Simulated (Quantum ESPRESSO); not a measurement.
# Os(0001) films of two to eight layers: work function, force on the top layer and surface energy with PBE

Calculated here are the work function, the force on the top atom and the excess energy of unrelaxed Os(0001) films with two, four, six and eight layers. The work function is measured from the Fermi level up to the vacuum level. A negative force pulls the top atom inwards from its bulk place. The excess energy is measured against bulk layers and covers both faces, so half of it is the surface energy per cell. The problem is to find how each quantity changes as layers are added, and how much of the change follows from counting neighbours. The answer matters for choosing a slab: a film thick enough for one property may be too thin for another.

## Systems and settings

Quantum ESPRESSO 7.5 (pw.x), driven by a script. Symmetric 1×1 slabs of Os(0001) (hcp) at the tabulated measured lattice constant, atoms at bulk places, 7.5 Å of empty space on each side as the script builds them, with open boundaries by the effective screening medium. Mesh 12×12×1 for all thicknesses, Marzari-Vanderbilt smearing of 0.02 Ry, spin-paired, no spin-orbit coupling. PBE, GBRV ultrasoft: cutoffs 40 and 200 Ry; PBE, SG15 norm-conserving: cutoffs 60 and 240 Ry. The excess energy is the slab's energy less the number of layers times the slope of a straight line through the thicker slabs; it is twice the surface energy per cell.

Notes on method and selection:

- Confinement between the two faces quantises the states along the normal, so values can oscillate with thickness.
- The measured lattice constant is no functional's own, which adds to the force.
- Measured work functions of the rebuilt (100) and (110) faces of Au, Pt and Ir, of Ta(111), and of polycrystals are not set beside the runs.
- Runs in which the search for lower states was switched off are not listed.
- Runs that did not converge, have known faults or may not be shown are not listed, and runs on Ansatz's PAW sets soft_1 and soft_2 are kept to separate tables.

Columns:

- layers: number of atomic layers.
- Φ (eV): work function: vacuum level outside the slab less the Fermi level.
- force (eV/Å): force on the top atom along the outward normal; negative pulls it inwards.
- excess energy (meV): excess energy of the slab, both faces, per 1×1 cell.

## Table of results

```
member    layers  Φ (eV), PBE, GBRV ultrasoft  Φ (eV), PBE, SG15 norm-conserving  force (eV/Å), PBE, GBRV ultrasoft  force (eV/Å), PBE, SG15 norm-conserving  excess energy (meV), PBE, GBRV ultrasoft  excess energy (meV), PBE, SG15 norm-conserving
2 layers  2       5.158                        5.158                              −1.575                             −1.562                                   2402                                      2412
4 layers  4       5.401                        5.400                              −0.553                             −0.573                                   2438                                      2447
6 layers  6       5.368                        5.369                              −0.836                             −0.860                                   2433                                      2443
8 layers  8       5.350                        5.350                              −0.705                             −0.708                                   2438                                      2447
```

## Why the values move as they do

The two-layer film stands apart in all three properties: it has the lowest work function, the strongest inward pull and the lowest excess energy. From four to eight layers the work function falls by only 0.051 eV (GBRV) and the excess energy stays within 5 meV, while the force still swings by 0.283 eV/Å.

A model for the force and the excess energy follows from three assumptions.

1. Only nearest neighbours count. An atom in bulk hcp has 12: six in its own layer, three above and three below. A surface atom has 9.

2. Each atom gains a band energy proportional to √Z, where Z is its number of neighbours, because the width of the d band grows as √Z. Each bond also carries a pair repulsion.

3. At the bulk spacing, attraction and repulsion balance in every bond between atoms with 12 neighbours.

Moving the top atom outwards stretches its three bonds to the second layer. Each bond enters the band energy of both its partners, and the derivative of a square root leaves a pull proportional to 1/√Z₁ + 1/√Z₂. Subtracting the repulsion, which equals the bulk pull, gives

F = −G [(1/√Z₁ − 1/√12) + (1/√Z₂ − 1/√12)].

A partner with 12 neighbours adds nothing. A partner with 9 adds 1/√9 − 1/√12 = 0.0447. With K = 0.0447 G, the force is −K for each partner that lacks neighbours.

In the two-layer film both partners are surface atoms, so F = −2K. In films of four or more layers the second layer is fully surrounded, so F = −K. Fewer neighbours make the remaining bonds stronger, which is why the pull is inwards.

Every film in the table has two surface layers with 9 neighbours per atom. The excess energy is therefore one constant, S, at all four thicknesses. The model has two parameters, K and S, and makes no statement about the work function.

## Fixing and testing the model

The parameters are fixed on the six- and eight-layer films, whose average tempers the swing in the force. With GBRV:

K = (0.836 + 0.705) / 2 = 0.7705 eV/Å

S = (2433 + 2438) / 2 = 2435.5 meV

**Two layers.** The force should be −2 × 0.7705 = −1.541 eV/Å; the table has −1.575, a difference of −1.575 + 1.541 = −0.034. The excess energy should be 2435.5 meV; the table has 2402, which is lower by 2435.5 − 2402 = 33.5 meV.

**Four layers.** The force should be −0.7705 eV/Å; the table has −0.553, weaker by 0.7705 − 0.553 = 0.218. The excess energy differs by 2438 − 2435.5 = +2.5 meV. This is a weak test: a straight line fitted through four, six and eight layers makes the first and last excess energies equal by construction, as they are in the table.

**The same films with SG15.** Here K = (0.860 + 0.708) / 2 = 0.784 eV/Å. Two layers should give −2 × 0.784 = −1.568 against −1.562, and four layers −0.784 against −0.573.

The close match at two layers depends on the films chosen. Fixing K on four and eight layers with GBRV gives (0.553 + 0.705) / 2 = 0.629 and a two-layer force of −2 × 0.629 = −1.258, which is too weak by 1.575 − 1.258 = 0.317. The doubling therefore holds to about 20%.

Over all four GBRV forces, the model with K = 0.7705 misses by 0.10 eV/Å on average, against a mean scatter of 0.33 about their average. That gain comes mainly from the two-layer film. For the excess energy the model is itself a constant and does no better than a mean.

## Members off the line

The four-layer film departs most in force: its top atom is pulled inwards about 0.22 eV/Å less than the model says (GBRV). The assumption most likely to fail here is that only nearest neighbours count. Electron states run through the whole film and are quantised between its faces, which can strengthen or weaken the surface bonds as layers are added. The measured lattice constant, which is not that of PBE, breaks the third assumption, but in this model it shifts the force equally in all films and cannot make it alternate. Such a shift would, however, change the predicted ratio of two to one between the two-layer film and the thicker ones.

The two-layer film lies about 34 meV below the constant excess energy (GBRV), about 1.4% of it. Its atoms have no third layer to interact with, which the model ignores; this may account for the difference, but the runs do not isolate it.

With GBRV the work function rises by 5.401 − 5.158 = 0.243 eV from two to four layers, then falls by 0.033 and 0.018 eV. Quantised states that shift the Fermi level are a possible cause. The two pseudopotential sets agree on these steps within 0.002 eV, but they share one mesh and smearing, so an error from those would appear in both.

## Conclusions

Between two and eight layers, neighbour counting can account for the two-layer film having roughly twice the average inward force of the thicker ones, yet nearly the same surface energy. Four layers bring the work function within about 0.05 eV of its eight-layer value, but do not suffice for the force.

Relaxation and the error of the functional can both exceed the 5 meV spread in excess energy from four to eight layers. Letting the top layers move inwards would lower it by about F²/k for both faces; with an assumed, rough stiffness k of 15 eV/Å² per surface atom, this is 0.705² / 15 = 0.033 eV. PBE also tends to give transition-metal surface energies that are too low; an error of a tenth, taken only as an illustration, would be 0.1 × 2438 = 244 meV per cell for both faces.

[Logs are printed without paths, hosts, clocks, repeated set-up lines and the standing remarks that a program may print on its own settings, such as how far it seeks lower states.]
